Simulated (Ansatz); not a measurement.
## Ligand exchange: CH3K + GaH2Cl → KCl + GaH2(CH3)

Species: CH3K `[CH3][K]`, singlet; GaH2Cl `[Cl][GaH2]`, singlet; KCl, singlet; GaH2(CH3), singlet. The partners trade CH3 for Cl: K–CH3 and Ga–Cl bonds give way to K–Cl and Ga–CH3.

Shapes, held fixed at every level: PBE0-D4/def2-TZVP. Programs: Ansatz 0.2.0. Electronic energies: no zero-point or thermal term.

| level | kind | ΔE (kJ/mol) | less CCSD(T)/def2-TZVPP | CPU time (sum over the molecules) |
| --- | --- | --- | --- | --- |
| SPW92/def2-TZVPP | LDA | -154.4 | +11.5 | 4.9 s |
| PBE-D4/def2-TZVPP | GGA | -151.4 | +14.5 | 10 s |
| r2SCAN0-D4/def2-TZVPP | global hybrid | -178.3 | -12.4 | 18 s |
| wB97M-V/def2-TZVPP | range-separated hybrid | -167.9 | -2.0 | 41 s |
| wB97X-V/def2-TZVPP | range-separated hybrid | -176.7 | -10.8 | 30 s |
| CCSD(T)/def2-SVP | coupled cluster or CI | -154.7 | +11.2 | 6 s |
| CCSD/def2-SVP | coupled cluster or CI | -159.4 | +6.5 | – |
| CCSD(T)/def2-TZVPP | coupled cluster or CI | -165.9 | 0.0 | 46 s |

The highest level, CCSD(T)/def2-TZVPP, gives ΔE = -165.9 kJ/mol; the levels span -178.3 to -151.4. The column of differences is taken from that level and isn't an error. No measured value is set beside it here. Relativity is left out for Ga. Outer-core shells of Ga, K are correlated in most correlated rows, in sets that cover them unevenly. Times are processor times on shared x86 and Arm servers, and rough.

The exchange is strongly exothermic at every level, -165.9 kJ/mol at the highest, so its direction is not in doubt. The driving force lies mainly at potassium. Chloride is a far more stable anion than methyl, whose carbanionic charge is poorly accommodated in K–CH3, and the compact chloride binds K⁺ strongly. This gain outweighs the loss of the polar Ga–Cl bond, for which the more covalent Ga–CH3 bond compensates in part. It is the usual pattern of salt metathesis, with the carbon group moving to the less electropositive metal.

The two semilocal functionals give a less exothermic reaction than all three hybrids, possibly because exact exchange shifts the balance between ionic and covalent bonding. Enlarging the coupled-cluster basis makes the reaction more exothermic by 11.2 kJ/mol, more than the triples change it in the smaller basis. The close agreement of wB97M-V with the highest level therefore doesn't establish it as the most accurate functional here. Aggregation of methylpotassium and the lattice energy of solid KCl could change the driving force considerably in a real preparation.
